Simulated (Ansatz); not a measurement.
## AlRu: pressure against volume scale

Results calculated with Ansatz 0.2.0, not measured. Periodic Kohn-Sham DFT of a crystal at fixed atoms, scaled to volume_scale times the given cell; pressure positive in compression, energy less spherical unpolarised free atoms, largest_vzz the field gradient of largest size among the nuclei.

The cell before it is scaled or strained (space group Pm-3m, No. 221):
```
AlRu
1.0
      2.9916     0.0000     0.0000
      0.0000     2.9916     0.0000
      0.0000     0.0000     2.9916
Al Ru
1 1
Direct
  0.00000 0.00000 0.00000
  0.50000 0.50000 0.50000
```

Settings of every row: method all-electron PAW; functional PBEsol; relativity scalar; k mesh 12x12x12; filling fermi-dirac; smearing width 0.05 eV; nucleus gaussian.

Atom start moment: 0 on all atoms.

```
row  volume scale  V (Å³/atom)  pressure (GPa)
  1          0.94       12.584               ?
  2          0.96       12.851           5.699
  3          0.98       13.119           0.887
  4          0.99       13.253          -1.327
  5             1       13.387          -3.424
  6          1.01       13.521          -5.409
  7          1.02       13.655          -7.289
  8          1.04       13.922         -10.751
  9          1.06        14.19         -13.853
```

Question: what pressure should row 1 give?

Worked fit of pressure. Take u = (V_r/V)^(2/3) − 1 with V_r = 13.454 Å³ an atom, which is twice the finite (Eulerian) strain; such expansions in the strain, on which the Birch-Murnaghan equation of state is built, carry the rest volume and the bulk modulus. The shown rows have u = 0.03104, 0.01695, 0.01009, 0.00333, -0.00331, -0.00984, -0.02254, -0.03488. Least squares give pressure = −4.4304 + 299.103 × u + 854.17 × u² + 720 × u³ GPa; a parabola predicts inner rows, each left out in turn, worse (root mean square 0.0074 against 0.0044 GPa). The rows lie off it by 0.001, -0.001, -0.002, 0.001, 0.002, 0.003, -0.005, 0.001 (root mean square 0.0024 GPa). The pressure vanishes at u = 0.0142, or V = 13.17 Å³ an atom, and there the bulk modulus at fixed shape and fractions is B = −V dP/dV = (2/3)(1 + u) dP/du = 219 GPa. The withheld row has u = 0.04557, so the fit gives −4.4304 + 299.103 × (0.04557) + 854.17 × (0.04557)² + 720 × (0.04557)³ = 11.042 GPa.

The calculation gave 11.064 GPa. The fit lies 0.022 GPa (0.088 % of the column's range) below it; its largest miss of a shown row is 0.005 GPa. This row lies beyond the range of the fit.
